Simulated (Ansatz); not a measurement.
A series in volume scale on ScHg

Results calculated with Ansatz 0.2.0, not measured. Periodic Kohn-Sham DFT of a crystal at fixed atoms, scaled to volume_scale times the given cell; pressure positive in compression, energy less spherical unpolarised free atoms, largest_vzz the field gradient of largest size among the nuclei.

The cell before it is scaled or strained (space group Pm-3m, No. 221):
```
ScHg
1.0
      3.4800     0.0000     0.0000
      0.0000     3.4800     0.0000
      0.0000     0.0000     3.4800
Sc Hg
1 1
Direct
  0.50000 0.50000 0.50000
  0.00000 0.00000 0.00000
```

Settings of every row: method all-electron PAW; functional PBEsol; relativity scalar; k mesh 12x12x12; filling fermi-dirac; smearing width 0.08 eV; nucleus gaussian.

Atom start moment: 0 on all atoms.

Limits: no spin-orbit coupling on heavy atoms.

```csv
row,volume scale,V (Å³/atom),pressure (GPa)
1,0.94,19.808,?
2,0.96,20.229,2.808
3,0.98,20.651,0.836
4,0.99,20.861,-0.069
5,1,21.072,-0.924
6,1.01,21.283,-1.731
7,1.02,21.494,-2.494
8,1.04,21.915,-3.893
9,1.06,22.336,-5.14
```

Question: what pressure should row 1 give?

Worked fit of pressure. Take u = (V_r/V)^(2/3) − 1 with V_r = 21.178 Å³ an atom, which is twice the finite (Eulerian) strain; such expansions in the strain, on which the Birch-Murnaghan equation of state is built, carry the rest volume and the bulk modulus. The shown rows have u = 0.03104, 0.01694, 0.01011, 0.00335, -0.00329, -0.00983, -0.02255, -0.03487. Least squares give pressure = −1.3349 + 121.622 × u + 371.01 × u² + 358 × u³ GPa; a parabola predicts inner rows, each left out in turn, worse (root mean square 0.0037 against 0.0022 GPa). The rows lie off it by 0.000, 0.002, -0.002, -0.001, 0.000, 0.001, 0.000, 0.000. The pressure vanishes at u = 0.0106, or V = 20.84 Å³ an atom, and there the bulk modulus at fixed shape and fractions is B = −V dP/dV = (2/3)(1 + u) dP/du = 87.3 GPa. The withheld row has u = 0.04559, so the fit gives −1.3349 + 121.622 × (0.04559) + 371.01 × (0.04559)² + 358 × (0.04559)³ = 5.015 GPa.

The calculation gave 5.02 GPa. The fit lies 0.005 GPa (0.049 % of the column's range) below it; its largest miss of a shown row is 0.002 GPa. This row lies beyond the range of the fit.
